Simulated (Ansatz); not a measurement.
A series in volume scale on Hg4Pt

Free energy against uniform scaling of the volume at fixed shape and fractions; periodic cell, basis, potentials, k mesh and filling as listed. The results are calculated, by Ansatz 0.2.0.

The cell before it is scaled or strained (space group Im-3m, No. 229):
```
cell vectors (Å)
  -3.1103     3.1103     3.1103
   3.1103    -3.1103     3.1103
   3.1103     3.1103    -3.1103
atoms (fractions of the cell vectors)
Hg  0.50000  0.50000  0.50000
Hg  0.50000  0.00000  0.00000
Hg  0.00000  0.00000  0.50000
Hg  0.00000  0.50000  0.00000
Pt  0.00000  0.00000  0.00000
```

Settings of every row: functional PBEsol; dispersion none; potentials PAW; wave cutoff 421.78 eV; density cutoff 1687.1 eV; k mesh 5x5x5; k shift 0x0x0; occupations fermi dirac; smearing width 0.05 eV; spin none.

Limits: coarse k mesh, up to 40 meV an atom off; no spin-orbit coupling, which can matter with elements this heavy.

| row | volume scale | V (Å³/atom) | pressure (GPa) | energy above lowest point (meV/atom) |
| --- | --- | --- | --- | --- |
| 1 | 0.9406 | 22.641 | 6.21 | 26.2 |
| 2 | 0.9703 | 23.356 | ? | ? |
| 3 | 1 | 24.071 | 0.06 | 0 |
| 4 | 1.0297 | 24.786 | -2.21 | 5 |
| 5 | 1.0594 | 25.501 | -4.05 | 19.1 |

Question: what pressure and energy above lowest point should row 2 give?

Worked fit of pressure. Take u = (V_r/V)^(2/3) − 1 with V_r = 24.428 Å³ an atom, which is twice the finite (Eulerian) strain; such expansions in the strain, on which the Birch-Murnaghan equation of state is built, carry the rest volume and the bulk modulus. The shown rows have u = 0.05195, 0.00986, -0.00965, -0.02825. Least squares give pressure = −1.133 + 116.63 × u + 475.7 × u² GPa; a straight line predicts inner rows, each left out in turn, worse (root mean square 0.47 against 0.0088 GPa). All shown rows lie on it to the printed digit. The pressure vanishes at u = 0.0094, or V = 24.09 Å³ an atom, and there the bulk modulus at fixed shape and fractions is B = −V dP/dV = (2/3)(1 + u) dP/du = 84.5 GPa. The withheld row has u = 0.03037, so the fit gives −1.133 + 116.63 × (0.03037) + 475.7 × (0.03037)² = 2.85 GPa.

The calculation gave 2.83 GPa. The fit lies 0.02 GPa (0.19 % of the column's range) above it; its largest miss of a shown row is 0.00 GPa.

Worked fit of energy above lowest point. Take u = (V_r/V)^(2/3) − 1 with V_r = 24.428 Å³ an atom, which is twice the finite (Eulerian) strain; such expansions in the strain, on which the Birch-Murnaghan equation of state is built, carry the rest volume and the bulk modulus. The shown rows have u = 0.05195, 0.00986, -0.00965, -0.02825. Least squares give energy above lowest point = 1.17 − 243.2 × u + 13947 × u² meV/atom; a straight line predicts inner rows, each left out in turn, worse (root mean square 14 against 0.37 meV/atom). The rows lie off it by 0.0, -0.1, 0.2, -0.1. The withheld row has u = 0.03037, so the fit gives 1.17 − 243.2 × (0.03037) + 13947 × (0.03037)² = 6.6 meV/atom.

The calculation gave 6.2 meV/atom. The fit lies 0.4 meV/atom (6.5 % of the value, 1.5 % of the column's range) above it; its largest miss of a shown row is 0.2 meV/atom.
